**Question.** My drift-diffusion code for a Ge p-n diode runs at 300 K but returns negative electron densities at 77 K on the same mesh. I was told to use the Scharfetter-Gummel flux. Where does it come from, why does it cure this, and when can I trust it?

**Answer.** Cooling to 77 K enlarges the potential step per cell measured in units of kT/q: by 300/77 = 3.9 at fixed field, and about sevenfold for the diode of section 7 at zero bias, where the rising built-in potential also raises the peak field by a factor of 1.8. Central differencing fails once that step exceeds 2. The flux of Scharfetter and Gummel (1969) integrates the current equation exactly over a cell and has no such limit.

**Conventions.** One dimension, q > 0, field E = −dψ/dx, V_T = kT/q, electron density n, electric current density J = −q n v. Nodes x_i, cell width h, s = (x − x_i)/h, and

d = (ψ_(i+1) − ψ_i)/V_T.

For d > 0 electrons drift from node i to node i+1.

**1. Premises**

(a) Take the first velocity moment of the Boltzmann equation with a parabolic band of conductivity mass m, a momentum relaxation time τ, non-degenerate carriers at the uniform lattice temperature T (pressure nkT), and the inertial terms (time derivative and m n v²) dropped:

0 = −q n E − kT dn/dx − m n v/τ.

Solve for n v and multiply by −q. With μ = qτ/m and D = μV_T,

J = qμnE + qD dn/dx = qD [dn/dx − (n/V_T) dψ/dx]. (1)

(b) The zeroth moment in steady state is dJ/dx = qR, with R the net recombination rate.

(c) Inside one cell J, μ and E are constant, so dψ/dx = V_T d/h. Nothing is assumed about the shape of n.

**2. The flux**

Multiplying (1) by exp(−ψ/V_T) makes the bracket a total derivative:

J exp(−ψ/V_T) = qD d/dx [n exp(−ψ/V_T)].

Integrate over the cell with J and D constant, and measure ψ from ψ_i:

J = (qD/h) [n_(i+1) e^(−d) − n_i] / I, I = ∫₀¹ exp(−(ψ − ψ_i)/V_T) ds. (2)

This holds for any ψ(x). For constant E the exponent is −ds, and I = (1 − e^(−d))/d. The weight of n_(i+1) is d e^(−d)/(1 − e^(−d)) = d/(e^d − 1), and that of n_i is d/(1 − e^(−d)). With B(x) = x/(e^x − 1), B(0) = 1,

J = (qD/h) [n_(i+1) B(d) − n_i B(−d)]. (3)

The profile inside the cell solves dn/ds − d n = constant:

n(s) = n_i + (n_(i+1) − n_i)(e^(ds) − 1)/(e^d − 1).

For holes J_p = −qD_p [dp/dx + (p/V_T) dψ/dx], so d changes sign and so does the prefactor: J_p = (qD_p/h)[p_i B(d) − p_(i+1) B(−d)].

Three properties of B are needed. B(x) > 0 for all real x, since x and e^x − 1 have the same sign. B(−x) = x/(1 − e^(−x)) = e^x B(x). Hence B(−x) − B(x) = (e^x − 1)B(x) = x.

Limits: d → 0 gives Fick's law. For d ≫ 1, B(−d) → d and B(d) → 0, so J → −qD d n_i/h = qμ n_i E, pure drift of the upstream density. And J = 0 exactly when n_(i+1)/n_i = e^d, the Boltzmann ratio.

**3. Relation to central differencing**

The odd part of B is −x/2 by the third property. The even part is

γ(x) = [B(x) + B(−x)]/2 = (x/2)(e^x + 1)/(e^x − 1) = (x/2) coth(x/2).

Inserting B(±d) = γ ∓ d/2 in (3), and using D d/h = −μE,

J = q(γD)(n_(i+1) − n_i)/h + qμE (n_i + n_(i+1))/2. (4)

With γ = 1 this is central differencing of (1). So (3) is the central scheme with D replaced by D (d/2) coth(d/2) in the diffusion term only; the drift term keeps μ. For small d, γ = 1 + d²/12 − d⁴/720 + …, so the added diffusion is of order h². First-order upwinding (n_i in the drift term for d > 0) is (4) with γ = 1 + |d|/2.

**4. Uniform field: why central differencing oscillates**

Take uniform h, d, D and R = 0. Equating the fluxes (4) on both sides of node i gives

(γ − d/2) n_(i+1) − 2γ n_i + (γ + d/2) n_(i−1) = 0.

The trial n_i = r^i gives a quadratic with roots 1 and

r = (γ + d/2)/(γ − d/2),

so n_i = A + C r^i. The constant A carries all the current, J = −qD d A/h, because the r^i part makes (4) vanish. The exact solution of (1) has the same form with r = e^d.

Central, γ = 1: r = (1 + d/2)/(1 − d/2). For |d| > 2 numerator and denominator have opposite signs, r < 0, and C r^i alternates from node to node. For |d| < 2, ln r = 2 artanh(d/2) = d + d³/12 + …, so each cell overstates its Boltzmann exponent by d³/12.

In general r > 0 requires γ > |d|/2. Demanding r = e^d gives γ(e^d − 1) = (d/2)(e^d + 1), whose only solution is γ = (d/2) coth(d/2). It exceeds |d|/2 for every d because coth of a positive argument exceeds 1. The nodal values are then exact and monotone in i. Upwinding has r = 1 + d for d > 0: positive, but far below e^d.

**5. Non-uniform field: what stays monotone**

Hold ψ_i fixed and set u_i = n_i exp(−ψ_i/V_T), the Slotboom variable. By B(−d) = e^d B(d), (3) becomes

J = qG (u_(i+1) − u_i), G = (D/h) B(−d) exp(ψ_i/V_T) > 0.

Integrate premise (b) over the box of width Δ_i between the midpoints of the cells next to node i, with R ≈ n_i/τ_i − S_i, τ_i > 0, S_i ≥ 0. Shockley-Read-Hall recombination has this form when p and its denominator are frozen at the last iterate. With G₊, G₋ for the right and left cells,

G₊(u_(i+1) − u_i) + G₋(u_(i−1) − u_i) + S_i Δ_i = c_i u_i, c_i = Δ_i exp(ψ_i/V_T)/τ_i ≥ 0.

Suppose the boundary values are non-negative and u has a negative minimum at an interior node. The left side is then ≥ 0 and the right side ≤ 0, so both vanish and both neighbours equal the minimum. Repeating the step carries the negative value to the boundary, a contradiction. Hence n_i ≥ 0 for any mesh and any set of d. For R = 0 the flux is the same in every cell, all differences u_(i+1) − u_i share its sign, and u is monotone. The monotone quantity is u, that is the quasi-Fermi potential; n itself may have true extrema where ψ does. The proof uses only G > 0, which rests on both weights in (3) being positive. The central weights 1 ∓ d/2 lose that at |d| = 2.

**6. Range of validity**

Errors of the discretisation, within the model (1):

(i) Curved ψ. By (2), curvature changes only I, the cell conductance. The zero-current ratio e^d survives for any ψ(x). In a depleted donor region ψ″ = −qN/ε, and ψ lies above its chord by V_T a s(1 − s), with a = h²/(2L_D²) and Debye length L_D = √(εV_T/(qN)). One needs h below about L_D, which Poisson's equation requires anyway.

(ii) Varying J. It changes by qRh over a cell. In neutral regions this gives errors of relative order (h/L)², with L the diffusion length. Inside a forward-biased junction, recombination through a midgap level with equal lifetimes goes as 1/(n + p) ∝ 1/cosh(Ex/V_T), a peak of integrated width πV_T/|E|, which the mesh must resolve whatever flux is used.

(iii) μ must vary little over a cell. In two or three dimensions (3) is applied along mesh edges and is no longer exact at the nodes.

Limits of the model (1):

(iv) Statistics. For degenerate carriers D/μ = V_T[1 + n/(2^(3/2) N_c) + …], with N_c the effective density of states, and the integrating factor of section 2 fails.

(v) Locality. Dropping inertia and heating needs the net velocity J/(qn) well below the thermal velocity, and, for carriers driven out of equilibrium by the field, q|E|λ < kT, with λ the mean free path. Gradients of T or of the band edge add terms to (1).

**7. Ge diode at 77 K**

Inputs: abrupt symmetric junction, p on the left, N_A = N_D = N = 10¹⁵ cm⁻³. Static dielectric constant 16.2 (measured at 300 K, as listed by the Ioffe Institute, used unchanged at 77 K). Typical values: gap 0.73 eV at 77 K and 0.66 eV at 300 K; N_c = 1.0×10¹⁹ and N_v = 5×10¹⁸ cm⁻³ at 300 K, scaled as T^(3/2); μ = 2×10⁴ cm²/(V s); m = 0.12 m_e; donor binding 12 meV; minority lifetime 1 µs.

V_T = 6.635 mV (25.85 mV at 300 K). N_c = 1.3×10¹⁸ and N_v = 6.5×10¹⁷ cm⁻³. The correction (iv) is 2.7×10⁻⁴. The neutral donor fraction f, from (1 − f)²/f = (N_c/gN) exp(−12 meV/kT), is 0.9 % for level degeneracy g = 2 and 3.5 % for g = 8 (four valleys degenerate); I neglect it.

V_bi = 0.73 V − V_T ln(N_c N_v/N²) = 0.73 V − 13.6 V_T = 0.64 V, so Φ = V_bi/V_T = 96 and n spans 42 decades. In the depletion approximation at zero bias, W = √(4εV_bi/(qN)) = 1.5 µm, |E|max = 2V_bi/W = 8.5 kV/cm, V_T/|E|max = 7.8 nm, and L_D = 77 nm.

Central differencing needs h < 2V_T/|E|max = 16 nm; at 300 K the same formulas give V_bi = 0.20 V, |E|max = 4.7 kV/cm and a limit of 109 nm. A 50 nm mesh (30 cells across W at 77 K) passes at 300 K and fails at 77 K: the cell next to the junction has d = (|E|max h − qNh²/2ε)/V_T = 0.86 at 300 K and 6.2 at 77 K.

Round this to d = 6. Then B(6) = 0.01491, B(−6) = 6.01491, γ = 3.01491. The ratio r is e⁶ = 403.4 for (3), −2 for central and 7 for upwind. As a model of the junction core take five such cells with equilibrium end values n₅ = 1 and n₀ = e^(−30) = 9.36×10⁻¹⁴, so that the exact current is zero. From n_i = n₀ + (n₅ − n₀)(r^i − 1)/(r⁵ − 1):

node: 1, 2, 3, 4
flux (3), equal to exact: 3.78×10⁻¹¹, 1.52×10⁻⁸, 6.14×10⁻⁶, 2.48×10⁻³
central: 0.091, −0.091, 0.273, −0.455
upwind: 3.57×10⁻⁴, 2.86×10⁻³, 2.03×10⁻², 0.143

In units of qD n₅/h the current is 0, −0.182 and +3.57×10⁻⁴. The central row shows your negative densities. Upwinding stays positive but turns a barrier of 30 V_T into 5 ln 7 = 9.7 V_T.

Refining just below |d| = 2 does not rescue the central scheme. The field is triangular, so summing d³/12 over W/h cells, with W/h = 2Φ/d_max and the mean of d³ equal to d_max³/4, gives an excess exponent Φ d_max²/24. Holding it to 0.1, which still lowers the injected minority density by about 10 %, needs d_max = 0.16, h = 1.2 nm, and 1.2×10³ cells on a uniform mesh.

Neglected terms at h = 50 nm. Curvature: a = 0.21, and (2) with the parabolic ψ and d = 6 gives a flux 2.4 % larger than (3). Neutral regions: D = 1.3×10² cm²/s, L = 1.2×10² µm, (h/L)² = 1.9×10⁻⁷. The recombination peak is 25 nm wide at the zero-bias field, below h, so the mesh must be refined at the junction if that current matters.

The serious limit is (v). Here τ = 1.4 ps, √(3kT/m) = 1.7×10⁷ cm/s, λ = 0.23 µm and q|E|max λ ≈ 30 kT; μ|E|max = 1.7×10⁸ cm/s is ten times the thermal velocity. For electrons swept down the field, as in reverse bias, (1) with this μ and D = μV_T is wrong, and solving it accurately does not help. At equilibrium the Maxwellian with n ∝ exp(ψ/V_T) solves the Boltzmann equation for any λ. In forward bias at low injection the net velocity at the top of the barrier is D/L = 1.2×10⁴ cm/s, only 7×10⁻⁴ of the thermal velocity, so the quasi-Fermi level stays nearly flat. The diffusion current then depends on the junction only through the Boltzmann factor, which (3) reproduces on any mesh.

Arithmetic also tightens at small V_T. Evaluate B with expm1, or as 1 − x/2 + x²/12 near zero. Use u for the proof and n for the code: exp overflows double precision at an argument of 710, which is 4.7 V at 77 K. In the neutral n region (3) subtracts two terms of size qDN/h = 4.3×10³ A/cm², so a relative rounding of 2.2×10⁻¹⁶ leaves about 9×10⁻¹³ A/cm² of noise. Small terminal currents are better taken from minority-carrier fluxes and integrated recombination.